## Appendix: Stoneley waves from summed surface impedances

### A.1 Premises and conventions

Two homogeneous elastic half-spaces are joined along the plane $x_2=0$. Medium 1 fills $x_2>0$ and has outward normal $-\mathbf e_2$. Medium 2 fills $x_2<0$ and has outward normal $+\mathbf e_2$. The premises are:

1. Linear, lossless elasticity, $\sigma_{ij}=C_{ijkl}\,\partial_l u_k$, with real $C_{ijkl}=C_{jikl}=C_{klij}$, no prestress, no body force and no piezoelectric coupling.
2. Mechanical stability, $\bar\varepsilon_{ij}C_{ijkl}\varepsilon_{kl}>0$ for every nonzero symmetric $\varepsilon$. A bar denotes the complex conjugate and $\dagger$ the conjugate transpose.
3. A perfect bond: $u_i$ and $\sigma_{i2}$ are continuous across $x_2=0$.

The wave runs along $x_1$ as $\mathbf u=\mathbf U(y)\,e^{ik(x_1-vt)}$, with $k>0$, $y=kx_2$ and a prime for $d/dy$. In each medium put $X=\rho v^2$ and define the real $3\times3$ matrices

$$(Q_0)_{ik}=C_{i1k1},\quad R_{ik}=C_{i1k2},\quad T_{ik}=C_{i2k2},\quad Q=Q_0-X\,\mathbb 1 .$$

$Q_0$ and $T$ are symmetric, and positive definite by premise 2. Without the common exponential, $\sigma_{i1}=k(iQ_0\mathbf U+R\mathbf U')_i$ and $\sigma_{i2}=k\tau_i$ with $\boldsymbol\tau=iR^{T}\mathbf U+T\mathbf U'$. The equation of motion $\partial_j\sigma_{ij}=\rho\ddot u_i$, divided by $k^2$, reads

$$\boldsymbol\tau'+i(iQ_0\mathbf U+R\mathbf U')+X\mathbf U=0. \tag{A1}$$

A partial wave $\mathbf U=\mathbf a\,e^{ipy}$ solves (A1) if $\Gamma(p)\mathbf a=0$, where

$$\Gamma(p)=Q+p(R+R^{T})+p^2T. \tag{A2}$$

For real $p$, $\Gamma+X\mathbb 1$ is the Christoffel matrix of the wave vector $(1,p,0)$. The limiting speed $v_L$ is defined by setting $\rho v_L^2$ equal to the minimum over real $p$ of its lowest eigenvalue. The minimum exists because that eigenvalue is positive and grows as $p^2$. For $v<v_L$, the subsonic range, $\Gamma(p)$ is positive definite on the whole real axis. The sextic $\det\Gamma(p)=0$ has real coefficients and then no real root, so its roots form three conjugate pairs. The solutions of (A1) that decay into a given half-space therefore span three dimensions, repeated roots included. For the bonded pair the subsonic range is $v<\hat v=\min(v_{L1},v_{L2})$.

### A.2 The impedance as a minimum

Consider first $y>0$. For decaying fields define the Hermitian form

$$L[\mathbf V,\mathbf U]=\int\Big[(i\mathbf V)^\dagger(iQ_0\mathbf U+R\mathbf U')+\mathbf V'^\dagger(iR^T\mathbf U+T\mathbf U')-X\,\mathbf V^\dagger\mathbf U\Big]dy ,$$

and write $L[\mathbf U]=L[\mathbf U,\mathbf U]$. In $L[\mathbf U]$ the first two terms equal $\bar\varepsilon C\varepsilon/k^2$, so $L[\mathbf U]$ is proportional to strain energy minus kinetic energy. It has two properties.

(i) If $\mathbf U$ solves (A1), integrate the term $\mathbf V'^\dagger\boldsymbol\tau$ by parts. The remaining integrand is $-\mathbf V^\dagger$ times the left side of (A1), so

$$L[\mathbf V,\mathbf U]=-\mathbf V^\dagger(0)\,\boldsymbol\tau(0). \tag{A3}$$

(ii) For a continuous, piecewise smooth field $\mathbf W$ on the whole line, with $\mathbf W=\int\hat{\mathbf W}(p)e^{ipy}dp/2\pi$, Parseval's theorem gives

$$L[\mathbf W]=\frac1{2\pi}\int_{-\infty}^{\infty}\hat{\mathbf W}^\dagger\,\Gamma(p)\,\hat{\mathbf W}\,dp , \tag{A4}$$

which is positive for $v<v_L$ unless $\mathbf W\equiv0$. A field on $y>0$ with $\mathbf W(0)=0$ can be continued by zero, so (A4) applies to it.

**Definition.** A decaying solution with $\mathbf U(0)=0$ has $L[\mathbf U]=0$ by (A3) and vanishes by (A4). The linear map from the three-dimensional solution space to $\mathbf U(0)$ is thus one-to-one and onto. The surface traction is a linear function of the surface displacement, and the impedance $Z(v)$ is defined with the outward normal $\boldsymbol\nu$ by

$$\sigma_{ij}\nu_j=k\,Z_{ij}U_j(0). \tag{A5}$$

For $y>0$ this means $-\boldsymbol\tau(0)=Z\mathbf U(0)$. $Z$ has the unit of a modulus and is independent of $k$. For distinct roots with $\operatorname{Im}p>0$, collect the vectors $\mathbf a$ and $\mathbf b=(R^T+pT)\mathbf a$ as columns of $A$ and $B$. Then $\boldsymbol\tau=i\mathbf b\,e^{ipy}$ and $Z=-iBA^{-1}$.

**Hermiticity.** By (A3), $\mathbf a^\dagger Z\mathbf a=L[\mathbf U]$ with $\mathbf U(0)=\mathbf a$. This is real for every complex $\mathbf a$, so $Z=Z^\dagger$.

**Minimum principle.** Any decaying field with boundary value $\mathbf a$ is $\mathbf U+\mathbf W$ with $\mathbf W(0)=0$. The cross terms vanish by (A3), and $L[\mathbf W]\ge0$ by (A4). Therefore

$$\mathbf a^\dagger Z(v)\,\mathbf a=\min_{\mathbf V(0)=\mathbf a}L[\mathbf V]. \tag{A6}$$

**Reversal of the normal.** Conjugate (A1) and replace $y$ by $-y$. The terms with one derivative change sign twice, so $\tilde{\mathbf U}(y)=\bar{\mathbf U}(-y)$ solves (A1) and decays for $y<0$. Its traction is $\tilde{\boldsymbol\tau}(0)=iR^T\bar{\mathbf U}(0)-T\bar{\mathbf U}'(0)=-\bar{\boldsymbol\tau}(0)=\bar Z\tilde{\mathbf U}(0)$. With $\boldsymbol\nu=+\mathbf e_2$ in (A5), the same crystal filling $y<0$ has the impedance $\bar Z=Z^T$. The spectrum and the real part are unchanged, so every property below holds for either normal.

### A.3 Four properties of $Z$

**(P1) $Z(0)$ is positive definite.** At $v=0$, $L$ is the integral of $\bar\varepsilon C\varepsilon/k^2$ and vanishes only if the strain does. Then $\varepsilon_{11}\propto U_1=0$, $\varepsilon_{13}\propto U_3=0$ and $\varepsilon_{12}\propto U_1'+iU_2=0$, which gives $\mathbf U=0$.

**(P2) $Z$ decreases strictly and continuously with $v$.** Let $v<v'<v_L$ and use the solution $\mathbf U$ at $v$ as a trial field at $v'$ in (A6):

$$\mathbf a^\dagger Z(v')\mathbf a\le\mathbf a^\dagger Z(v)\mathbf a-\rho(v'^2-v^2)\int|\mathbf U|^2dy. \tag{A7}$$

The last integral is positive for $\mathbf a\neq0$. As a minimum of functions linear in $X$, $\mathbf a^\dagger Z\mathbf a$ is concave in $X$ for all $X<\rho v_L^2$, and hence continuous. Each entry of $Z$ is a linear combination of such forms and is continuous too.

**(P3) $\operatorname{Re}Z$ is positive definite.** Fill the whole line with one crystal and apply a force $\mathbf f$ on the plane $y=0$, so that the right side of (A1) becomes $-\mathbf f\,\delta(y)$. The transform gives $\Gamma\hat{\mathbf U}=\mathbf f$, hence $\mathbf U(0)=(2\pi)^{-1}\int\Gamma^{-1}dp\;\mathbf f$. Integrating across $y=0$ gives $\mathbf f=-\boldsymbol\tau(0^+)+\boldsymbol\tau(0^-)=(Z+\bar Z)\mathbf U(0)$. Therefore

$$(\operatorname{Re}Z)^{-1}=\frac1\pi\int_{-\infty}^{\infty}\Gamma^{-1}(p)\,dp. \tag{A8}$$

The integrand is positive definite and falls as $p^{-2}$, so the integral converges to a positive definite matrix.

**(P4) $Z$ has a finite limit at $v_L$.** The matrix $M=Z(0)-Z(v)$ is positive semidefinite by (P2). Its diagonal obeys $M_{jj}<Z_{jj}(0)$, because $Z_{jj}(v)=\operatorname{Re}Z_{jj}(v)>0$. Since $|M_{ij}|^2\le M_{ii}M_{jj}$, all entries are bounded. Each form $\mathbf a^\dagger Z\mathbf a$ is monotone and bounded, so $Z(v_L)\equiv Z(v_L^-)$ exists, with $\operatorname{Re}Z(v_L)$ positive semidefinite.

**Lemma.** A Hermitian $3\times3$ matrix $H$ with positive definite real part has at most one eigenvalue $\le0$. Suppose it had two. Their eigenvectors span a complex plane on which $\mathbf a^\dagger H\mathbf a\le0$. This plane has real dimension 4 in $\mathbb C^3$, whose real dimension is 6, and the real vectors form a subspace of dimension 3. Since $4+3>6$, the plane contains a real $\mathbf a\ne0$. For real $\mathbf a$ the antisymmetric $\operatorname{Im}H$ drops out, and $\mathbf a^TH\mathbf a=\mathbf a^T\operatorname{Re}H\,\mathbf a>0$, a contradiction.

A free surface carries a Rayleigh wave where $Z\mathbf U(0)=0$. By (P1) to (P3) and the Lemma only the lowest eigenvalue of $Z$ can vanish. It falls strictly, since (A7) applied to its eigenvector at $v$ bounds its value at $v'$ from above. So there is at most one subsonic Rayleigh speed $v_R$, the same for both normals, and $Z$ is positive definite below it. If none exists, set $v_R=v_L$.

### A.4 The interface wave

Let $Z_1$ and $Z_2$ be the impedances for the respective outward normals and $\mathbf U_0$ the common displacement. Continuity of $\sigma_{i2}$ means $-\boldsymbol\tau(0)=Z_1\mathbf U_0$ and $+\boldsymbol\tau(0)=Z_2\mathbf U_0$. Adding the two,

$$\Sigma(v)\,\mathbf U_0=0,\qquad\Sigma=Z_1+Z_2,\qquad\det[Z_1(v)+Z_2(v)]=0. \tag{A9}$$

Conversely, a null vector of $\Sigma$ at $v<\hat v$ fixes a decaying field on each side that meets both conditions of the bond. This is the wave named after Stoneley (1924). It is non-dispersive, since $k$ is absent from (A9). If both impedances are tabulated for a crystal filling $x_2>0$, the one for medium 2 must be conjugated. For two identical, identically oriented crystals $\Sigma=2\operatorname{Re}Z$ is positive definite, and no wave exists, as it must be when there is no interface.

$\Sigma$ inherits (P1) to (P4) on $0\le v<\hat v$. Order its eigenvalues as $\lambda_1\le\lambda_2\le\lambda_3$.

**Uniqueness.** By the Lemma $\lambda_2>0$ for $v<\hat v$, so (A9) requires $\lambda_1=0$. As for a single $Z$, $\lambda_1$ is continuous and strictly decreasing, and $\lambda_1(0)>0$. It vanishes at most once, at $v_S$, and the null vector is unique up to a factor.

**Lower bound.** Below $\min(v_{R1},v_{R2})$ both matrices are positive definite and so is the sum. At that speed, if it is subsonic, both are positive semidefinite, and $\mathbf a^\dagger\Sigma\mathbf a=0$ forces $Z_1\mathbf a=Z_2\mathbf a=0$. Hence

$$\min(v_{R1},v_{R2})<v_S<\hat v , \tag{A10}$$

except when $v_{R1}=v_{R2}$ and the two Rayleigh waves share one surface polarisation, in which case $v_S$ equals the common value. A wave thus needs at least one Rayleigh speed below $\hat v$.

**Existence.** A continuous, strictly decreasing function that starts positive has a zero in $(0,\hat v)$ exactly when its limit at $\hat v$ is negative:

$$\text{a subsonic interface wave exists}\iff\lambda_1(\hat v)<0. \tag{A11}$$

The condition is both necessary and sufficient. If $\lambda_1(\hat v)=0$, then $\lambda_1>0$ at all lower speeds and there is no subsonic root. If $v_{L1}\ne v_{L2}$, the faster medium is still subsonic at $\hat v$, $\operatorname{Re}\Sigma(\hat v)$ is positive definite, the Lemma gives $\lambda_2(\hat v)>0$, and (A11) is equivalent to $\det\Sigma(\hat v)<0$. If the limiting speeds coincide, $\lambda_2(\hat v)$ may vanish and the eigenvalue itself must be examined. The impedance treatment of this problem for general anisotropy is due to Barnett, Lothe, Gavazza and Musgrave (1985).

### A.5 Closed form for cubic crystals

Let the cube axes lie along $x_1,x_2,x_3$. The component $U_3$ decouples, with $\Gamma_{33}=C_{44}-X+C_{44}p^2$. In the $(x_1,x_2)$ plane $Q=\operatorname{diag}(C_{11}-X,\,C_{44}-X)$, $T=\operatorname{diag}(C_{44},C_{11})$, $R_{12}=C_{12}$, $R_{21}=C_{44}$ and $R_{11}=R_{22}=0$. Define

$$\alpha=\sqrt{C_{11}(C_{11}-X)},\quad\beta=\sqrt{C_{44}(C_{44}-X)},\quad D=C_{12}+C_{44}.$$

The in-plane determinant is $C_{11}C_{44}\,p^4+(\alpha^2+\beta^2-D^2)\,p^2+\alpha^2\beta^2/(C_{11}C_{44})$. If $C_{11}>C_{44}$ and $C_{11}(C_{11}-C_{44})>D^2$, all three coefficients are positive for $X<C_{44}$, there is no real root, and $v_L=\sqrt{C_{44}/\rho}$. Write the determinant as $C_{11}C_{44}(p^2+s_1^2)(p^2+s_2^2)$ with $\operatorname{Re}s_j>0$, so that partial waves fall as $e^{-s_j|y|}$. Matching coefficients gives

$$P=s_1s_2=\frac{\alpha\beta}{C_{11}C_{44}},\qquad S^2=(s_1+s_2)^2=\frac{(\alpha+\beta)^2-D^2}{C_{11}C_{44}} .$$

Use (A8) for the real part. The off-diagonal element of $\Gamma^{-1}$ is odd in $p$ and integrates to zero. Residues give $\int dp\,[(p^2+s_1^2)(p^2+s_2^2)]^{-1}=\pi/(PS)$, and $\pi/S$ with $p^2$ in the numerator. Then $1/z_1=[(C_{44}-X)/P+C_{11}]/(C_{11}C_{44}S)$, and $1/z_2$ follows by exchanging $C_{11}$ and $C_{44}$. With $C_{44}-X=\beta^2/C_{44}$ and $C_{11}-X=\alpha^2/C_{11}$ these reduce to the forms in (A12). The decoupled mode decays as $e^{-\beta y/C_{44}}$, so $Z_{33}=\beta$.

For the imaginary part, $\boldsymbol\tau=-Z\mathbf U$ holds at every depth $y>0$, so $\mathbf U'=-T^{-1}(Z+iR^T)\mathbf U$. Insertion in (A1) gives the Riccati equation $(Z-iR)\,T^{-1}(Z+iR^T)=Q$. With $Z_{12}=iw=-Z_{21}$, its off-diagonal element reads $z_1(w+C_{44})/C_{44}=z_2(C_{12}-w)/C_{11}$, that is $\alpha(w+C_{44})=\beta(C_{12}-w)$. For a crystal filling $x_2>0$ the in-plane block is

$$Z=\begin{pmatrix}z_1&iw\\-iw&z_2\end{pmatrix},\quad z_1=\frac{C_{44}S\alpha}{\alpha+\beta},\quad z_2=\frac{C_{11}S\beta}{\alpha+\beta},\quad w=\frac{\beta C_{12}-\alpha C_{44}}{\alpha+\beta}. \tag{A12}$$

The diagonal elements of the Riccati equation are then satisfied identically. Expanding the determinant, with $C_{44}^2-\beta^2=C_{44}X$, gives $z_1z_2-w^2=[\beta(\alpha^2-C_{12}^2)-\alpha C_{44}X]/(\alpha+\beta)$, whose zero is the Rayleigh speed. For the isotropic solid with $C_{11}=3C_{44}$ and $C_{12}=C_{44}$ the zero lies at $X/C_{44}=2-2/\sqrt3$. At a Rayleigh root $\alpha>|C_{12}|$ and $\beta<C_{44}$, so $w<0$. The null vectors $U_1/U_2=-iw/z_1$ above the plane and $+iw/z_1$ below it rotate in opposite senses, and (A10) is strict in this geometry. For medium 2, $w$ changes sign, and (A9) becomes

$$\big(z_1^{(1)}+z_1^{(2)}\big)\big(z_2^{(1)}+z_2^{(2)}\big)=\big(w^{(1)}-w^{(2)}\big)^2 . \tag{A13}$$

The element $\Sigma_{33}=\beta^{(1)}+\beta^{(2)}$ is positive below $\hat v$, so no wave polarised along $x_3$ exists.

### A.6 Range of validity

The results hold for any anisotropy and orientation under premises 1 to 3, for $v<\hat v$ only. Above $\hat v$ a partial wave radiates, $Z$ is in general not Hermitian, and leaky solutions are not covered. Loss also destroys Hermiticity. Equations (A12) and (A13) need aligned cube axes. Each body must be thick compared with the decay depth $1/(k\min\operatorname{Re}s_j)$, which diverges as $v_S\to\hat v$. The wavelength must be long compared with the lattice spacing, the roughness and any interlayer thickness $h$, which enter at order $kh$. A compliant bond with $\sigma_{i2}=K_{ij}(U^{(1)}_j-U^{(2)}_j)$ replaces (A9) by $\det[Z_1^{-1}+Z_2^{-1}+kK^{-1}]=0$, as follows from $\mathbf U^{(1)}=-Z_1^{-1}\boldsymbol\tau$ and $\mathbf U^{(2)}=Z_2^{-1}\boldsymbol\tau$. The wave is then dispersive, and the perfect bond is the limit of small $kK^{-1}Z$.

At the root $L_1+L_2=0$, and by (A6) the sum is stationary in the field. So $v_S^2=\int\bar\varepsilon C\varepsilon\,dy\big/k^2\!\int\rho|\mathbf U|^2dy$ over both media. If the moduli change so that this energy density changes nowhere by more than a small fraction $\eta$, then $|\delta v_S|/v_S\le\eta/2$ to first order.

### A.7 Illustration: tungsten on aluminium

Both metals serve in contacts and wiring of integrated circuits. Let W be medium 1 and Al medium 2, with an assumed cube-on-cube orientation. The room-temperature constants $(C_{11},C_{12},C_{44})$ are compiled values (Blaschke): $(522.39,\,204.37,\,160.58)$ GPa for W and $(106.75,\,60.41,\,28.34)$ GPa for Al. The densities are typical values, 19.25 and 2.70 g/cm$^3$. With $\rho$ in g/cm$^3$ and $v$ in km/s, $X$ is in GPa.

Here $D=364.95$ GPa for W and 88.75 GPa for Al, and $C_{11}(C_{11}-C_{44})-D^2$ is $5.58\times10^4$ and 494 GPa$^2$. Both are positive, so $v_L=2.89$ km/s for W and 3.24 km/s for Al, and W sets $\hat v$. The Rayleigh roots are 2.67 km/s for W and 2.94 km/s for Al. The second lies above $\hat v$, so $Z_{\rm Al}$ is positive definite throughout, and (A10) confines any root between 2.67 and 2.89 km/s.

At $\hat v$, W has $\beta=0$ and $\alpha=434.75$ GPa, so $z_1=130.99$ GPa, $z_2=0$ and $w=-C_{44}$. Al has $X=22.52$, $\alpha=94.82$, $\beta=12.84$ GPa and $S=1.108$, so $z_1=27.66$, $z_2=14.11$ and $w=-17.76$ GPa. The table lists $\Sigma$ in GPa, with $\Delta w=w^{\rm W}-w^{\rm Al}$ and $\lambda_-$ the lower in-plane eigenvalue. Two decimals are kept so that the arithmetic can be followed, and the last row uses the unrounded $\hat v$.

| $v$ (km/s) | $\Sigma_{11}$ | $\Sigma_{22}$ | $\Delta w$ | $\lambda_-$ | $\Sigma_{33}$ |
|---|---|---|---|---|---|
| 0 | 286.28 | 286.28 | $-65.05$ | 221.23 | 188.92 |
| 2.75 | 194.98 | 76.94 | $-107.87$ | 13.00 | 64.06 |
| 2.79 | 189.23 | 65.55 | $-112.46$ | $-0.95$ | 55.93 |
| $\hat v$ | 158.65 | 14.11 | $-142.82$ | $-73.69$ | 12.84 |

At $\hat v$ the in-plane determinant is $-1.82\times10^4$ GPa$^2$ and $\lambda_1=\lambda_-<0$, so the wave exists by (A11). Solving (A13) gives the model's value $v_S=2.79$ km/s, 0.12 km/s above the W Rayleigh speed and 0.10 km/s below $\hat v$. At the unrounded root $U_1/U_2=-i\Delta w/\Sigma_{11}=0.59\,i$, an ellipse elongated along the normal. The decay constants are 0.27 and 0.83 in W and $0.59\pm0.32\,i$ in Al, so the $1/e$ depths of the slowest terms, $1/(2\pi\operatorname{Re}s)$ in wavelengths, are about 0.6 and 0.3.

The upper end of the window depends little on orientation. Put $C'=(C_{11}-C_{12})/2$, which is 159.01 GPa for W and 23.17 GPa for Al. In both metals $2C'$ is the smallest eigenvalue of $C$ on symmetric tensors. For unit vectors the symmetrised product of polarisation and direction has squared norm at least $1/2$, so no bulk wave, and no $v_L$, is slower than $\sqrt{C'/\rho}$, which is 2.87 km/s for W and 2.93 km/s for Al. A polarisation normal to $x_1$ at $p=0$ gives a traceless strain of squared norm $1/2$, which bounds $v_L$ from above by $\sqrt{C_{44}/\rho}$ because $C_{44}>C'$. Thus W sets $\hat v$ between 2.87 and 2.89 km/s in every orientation, although (A11) has been tested here for one only.

Two neglected effects can be sized. An assumed 10 nm interlayer at an assumed wavelength of 10 μm has $kh=0.006$. The compiled expansion coefficients at 293 K (Kaye and Laby Online, NPL), $23.1\times10^{-6}$ K$^{-1}$ for Al and $4.5\times10^{-6}$ K$^{-1}$ for W, give a misfit strain of $1.86\times10^{-3}$ for an assumed cooling by 100 K. If the effective moduli change by ten times the strain, a typical order of magnitude for metals, then $\eta\approx2$ per cent and $|\delta v_S|\lesssim0.03$ km/s. This affects the third figure of $v_S$ and is smaller than its distance from either end of the window.